**Examination question**

The table lists vertical excitation energies of six 4-substituted 2-methyl-2H-1,2,3-triazoles from TDDFT with the PBE0 hybrid functional. S1 and T1 are the lowest singlet and triplet excitation energies, $f$ is an oscillator strength, and the leading pair is the orbital excitation with the largest weight in S1. The electronegativities are Pauling's values for the binding atom.

Vertical excitations of 2-methyl-2H-1,2,3-triazoles, *c1cnn(C)n1 in SMILES, with the group * on the marked carbon atom, from PySCF 2.14.0 at PBE0/def2-SVPD with density fitting, in the gas phase at GFN2-xTB geometries. Singlets are from full TDDFT and triplets from the Tamm-Dancoff approximation; the brightest singlet is taken from the eight computed.

```csv
group *,formula,binding atom,its electronegativity,point group,bond from the marked atom to the group (Å),S1 (eV),f(S1),leading pair of S1,T1 (eV),brightest singlet (eV),its f,HOMO-LUMO gap (eV)
*C#C,C5H5N3,C,2.550,Cs,1.405,5.66,0.303,HOMO to LUMO,4.07,5.66,0.30,6.43
*C,C4H7N3,C,2.550,C1,1.484,6.37,0.027,HOMO-2 to LUMO,4.76,7.95,0.27,7.26
*SC,C4H7N3S,S,2.580,C1,1.737,5.21,0.108,HOMO to LUMO,4.09,6.29,0.17,6.05
*Cl,C3H4ClN3,Cl,3.160,C1,1.695,6.16,0.165,HOMO to LUMO,4.65,7.77,0.28,7.02
*OC,C4H7N3O,O,3.440,C1,1.338,5.91,0.160,HOMO to LUMO,4.35,5.91,0.16,6.72
*F,C3H4FN3,F,3.980,n/a,1.323,6.44,0.060,HOMO-2 to LUMO,4.75,6.45,0.12,7.29
```

Rough recalled ionisation energies $I$ of CH$_3$X, to two figures, in eV: \*SC 8.7, \*OC 10, \*C#C 10, \*Cl 11, \*C 12, \*F 13.

(a) Electronegativity and the ionisation energy $I$ are two candidates for the property that sets S1. Which should do it, why, and in what form? (b) Give a rule for S1 that needs only that property, and work it for \*Cl and \*SC. (c) How much is gained if the HOMO-LUMO gap is known? (d) Extend the rules to T1. (e) State where they stop being usable.

**Model answer**

**(a)** To a first approximation an excitation energy follows the difference of two levels, so whatever moves both levels alike drops out. An electronegative atom does mainly that through the σ bonds. The orbital energies of the same calculations show it for fluorine: relative to the methyl compound the HOMO falls by 0.46 eV and the LUMO by 0.43 eV, and the gap hardly changes. Electronegativity is therefore a poor guide, and the table agrees, since \*C and \*C#C share one value yet differ by 0.71 eV in S1.

What does change the gap is the mixing of a filled π-type level of the group with the highest filled π level of the ring. Let the group's level lie $d$ below the ring's and let $b$ be their coupling. The two-by-two secular problem has roots at the mean level $\pm\sqrt{d^2/4+b^2}$, so the upper root, which is the HOMO, lies above the ring level by

$$\delta=\sqrt{d^2/4+b^2}-d/2 .$$

If the LUMO stays put, S1 falls by $\delta$. With $I$ as a gauge of the group's level, $d$ grows with $I$, and the slope of S1 against $I$ lies between 0 and 1: one half where the levels match, tending to zero for deep levels.

The orbital energies support both halves of this picture once the common shift is removed. A nitrogen-centred orbital, picked by its atom weights, serves as an internal zero. It is most likely a lone-pair combination: in the methoxy compound its excitation to the LUMO is polarised nearly perpendicular to the ring, as expected for n→π\*. Measured from it, the LUMO lies between 8.24 and 8.40 eV in the five rows other than \*C#C, while the HOMO climbs from 1.04 eV in \*C to 2.27 eV in \*SC. The group acts on the HOMO, and most strongly where its lone pair is easiest to ionise.

**(b)** Over a short range the curve may be replaced by a line. A least-squares line through all six rows, rounded, is

$$S_1 \approx 5.7\ \text{eV} + 0.3\,(I-10\ \text{eV}).$$

One figure is all the slope deserves, because varying $I$ within its rounding moves it between about 0.25 and 0.32. The two estimates are

$$\text{*Cl: } 5.7+0.3\,(11-10)=6.0\ \text{eV},\qquad \text{*SC: } 5.7+0.3\,(8.7-10)=5.31\ \text{eV}.$$

The first is 0.16 eV below the computed S1 and the second 0.10 eV above it. Both rows were part of the fit, so these errors flatter the rule. With \*SC left out of the fit, the line misses it by 0.32 eV.

Over the table the rounded rule has an rms error of 0.14 eV against the computed S1, on a span of 1.23 eV. The fairer figure is 0.23 eV, obtained by predicting each row from the other five. A line in electronegativity, fitted to the same rows, leaves 0.36 eV and barely improves on quoting the mean. The printed output after this text lists the errors row by row.

**(c)** If the excitation is a single HOMO-LUMO pair, its energy is the gap plus a correction. Let $J$ be the Coulomb attraction between the electron and the hole, and $K$ the self-repulsion of the overlap density of the two orbitals. For a functional with one quarter of exact exchange,

$$S_1 \approx \text{gap} - J/4 + 2K + x_S,\qquad T_1 \approx \text{gap} - J/4 + x_T ,$$

where $x_S$ and $x_T$ are exchange-correlation kernel terms. That S1 follows the gap is built into the method. That the correction stays constant is not, and it has to be read from the table.

It does stay nearly constant: gap less S1 runs from 0.77 to 0.89 eV, which gives $S_1\approx\text{gap}-0.84$ eV. For \*Cl this is $7.02-0.84=6.18$ eV and for \*SC $6.05-0.84=5.21$ eV, both rows again being in the mean. The rule needs a ground-state calculation, and its constant belongs to this functional, since the weight of $J$ is the share of exact exchange.

The rms error falls to 0.04 eV, or 0.05 eV with each row left out in turn. Nearly the whole error of rule (b) thus lies in guessing the gap, and little in the step from gap to excitation.

**(d)** Five rows have S1 less T1 between 1.51 and 1.69 eV, so $T_1\approx S_1-1.6$ eV serves for them when S1 is known. Chained to rule (b), it gives T1 over all six rows with an rms error of 0.24 eV on a span of only 0.69 eV, little better than quoting the mean T1. The size of this constant is not a clean $2K$. It subtracts Tamm-Dancoff triplets from full TDDFT singlets, and in \*C and \*F it compares a HOMO-to-LUMO triplet with a singlet of another leading pair.

The exception is \*SC, where the splitting is only 1.12 eV and gap less 2.44 eV puts T1 too low by 0.48 eV. Nearly half of its HOMO lies on sulfur, while its LUMO sits mainly on the ring. Theory argues that such a separation lowers $J$ and $K$ together; they enter the singlet with opposite signs and can cancel, whereas the triplet has no $K$ to offset the loss of $J$, and its attractive kernel term shrinks as well. This fits a row whose singlet obeys the rule and whose triplet does not, but it rests on one row, and an excitation with this much charge transfer depends on the functional.

**(e)** The rule in $I$ is an interpolation for this ring and for $I$ from about 9 to 13 eV. It knows only filled levels of the group. Ethynyl also has an empty π level, and its LUMO lies at 7.96 eV from the internal zero, lower than in any other row. With the same $I$ as methoxy its S1 is 0.25 eV lower, the line passes between the two, and its small error for ethynyl is partly luck.

**Remarks on the reasoning**

A good answer reads the signs of the errors. The line is too high at both ends, \*SC and \*F, and too low for \*OC, \*Cl and \*C, which is the bend that $\delta$ predicts; ethynyl, pulled down by its low LUMO, falls outside this pattern. Fitting the full curve lowers the left-out error only from 0.23 to 0.18 eV, with three constants that trade against each other and carry no physical meaning here. The lesson kept from the curve is its shape: S1 responds strongly to $I$ for easily ionised groups and weakly for deep levels, where methyl and fluorine end 0.07 eV apart.

A good answer also checks which state S1 is. In \*C and \*F the leading pair is HOMO-2 to LUMO, probably n→π\*, mixed with the bright HOMO-LUMO state. In \*F a brighter singlet, presumably the other partner of this mixture, lies only 0.01 eV above S1, so their order means nothing, and their strengths add to 0.18, close to the 0.165 of \*Cl. The gap rule survives in \*F because of this near-degeneracy. It survives in \*C for the same reason: the oscillator strength and transition moment of the second singlet put it only about 0.02 eV above S1. The overshoot of the line in \*F comes from the gap levelling off, which happens whichever state is lowest. The brightest singlet gets no rule, being a different state from row to row and the brightest of eight only. In \*C, \*SC and \*Cl it also lies above minus the HOMO energy, the ionisation limit of the calculation, where the result hangs on the basis set.

All accuracies are relative to one level of theory: vertical energies in the gas phase, for one conformer, without vibrational averaging. In practice, take $5.7+0.3(I-10)$ eV as good to about 0.2 eV for groups that act through a filled level, and more loosely at the ends of the range. For triazoles of this kind, subtract 0.84 eV from the PBE0 gap when there is one, and a further 1.6 eV for T1, a step that fails here for the methylthio compound.

Printed output of the fit:

```
energies in eV; errors = model - table; rounding of table 0.005, of differences 0.01
S1 span 1.23, T1 span 0.69, gap span 1.24
group                      *C#C     *C    *SC    *Cl    *OC     *F
recalled I of CH3X         10.0   12.0    8.7   11.0   10.0   13.0
S1 by line in I: parameters 0.287 5.734
  error, fitted           +0.07  -0.06  +0.15  -0.14  -0.18  +0.15  rms 0.13 worst *OC
  error, row left out     +0.09  -0.09  +0.32  -0.17  -0.23  +0.36  rms 0.23 worst *F
S1 by line in electroneg.: parameters 0.427 4.660
  error, fitted           +0.09  -0.62  +0.55  -0.15  +0.22  -0.08  rms 0.36 worst *C
  error, row left out     +0.13  -0.90  +0.77  -0.18  +0.29  -0.25  rms 0.52 worst *C
S1 by two-level curve: parameters 7.060 9.186 1.604
  error, fitted           +0.15  -0.04  -0.02  -0.04  -0.10  +0.03  rms 0.08 worst *C#C
  error, row left out     +0.24  -0.05  -0.32  -0.05  -0.15  +0.13  rms 0.18 worst *SC
S1 by gap less constant: parameters 0.837
  error, fitted           -0.07  +0.05  +0.00  +0.02  -0.03  +0.01  rms 0.04 worst *C#C
  error, row left out     -0.08  +0.06  +0.00  +0.03  -0.03  +0.02  rms 0.05 worst *C#C
(order: slope, intercept; curve: deep-level limit, ring level, coupling)
S1 by the mean alone: mean 5.96, rms error 0.43
I varied within its rounding, 5-95%: slope 0.25-0.32, rms 0.09-0.19
S1 = 5.7+0.3(I-10)        +5.70  +6.30  +5.31  +6.00  +5.70  +6.60
  error                   +0.04  -0.07  +0.10  -0.16  -0.21  +0.16  rms 0.14, largest 3.6%
S1 = gap-0.84             +5.59  +6.42  +5.21  +6.18  +5.88  +6.45
  error                   -0.07  +0.05  +0.00  +0.02  -0.03  +0.01  rms 0.04, largest 1.2%
T1 = 4.1+0.3(I-10)        +4.10  +4.70  +3.71  +4.40  +4.10  +5.00
  error                   +0.03  -0.06  -0.38  -0.25  -0.25  +0.25  rms 0.24, largest 9.3%
T1 = gap-2.44             +3.99  +4.82  +3.61  +4.58  +4.28  +4.85
  error                   -0.08  +0.06  -0.48  -0.07  -0.07  +0.10  rms 0.21, largest 11.7%
gap - S1                  +0.77  +0.89  +0.84  +0.86  +0.81  +0.85  mean 0.84 sd 0.04
gap - T1                  +2.36  +2.50  +1.96  +2.37  +2.37  +2.54  mean 2.35 sd 0.21
S1 - T1                   +1.59  +1.61  +1.12  +1.51  +1.56  +1.69  mean 1.51 sd 0.20
S1 - T1 without *SC: mean 1.59, range 1.51-1.69; *SC lower by 0.47
HOMO shift from *C        +0.05  +0.00  +1.01  -0.27  +0.52  -0.46
LUMO shift from *C        -0.77  +0.00  -0.20  -0.51  -0.02  -0.43
N orbital shift           -0.45  +0.00  -0.22  -0.45  -0.13  -0.52
HOMO - N orbital          +1.53  +1.04  +2.27  +1.22  +1.68  +1.09
LUMO - N orbital          +7.96  +8.29  +8.32  +8.24  +8.40  +8.38
S1 shift from *C          -0.71  +0.00  -1.16  -0.21  -0.46  +0.07
(LUMO - N orbital) - S1: *C 1.92, *F 1.94
f of two lowest singlets summed: *C 0.171, *F 0.18; *F spacing 0.01
S1 not mainly HOMO to LUMO in: *C, *F
```
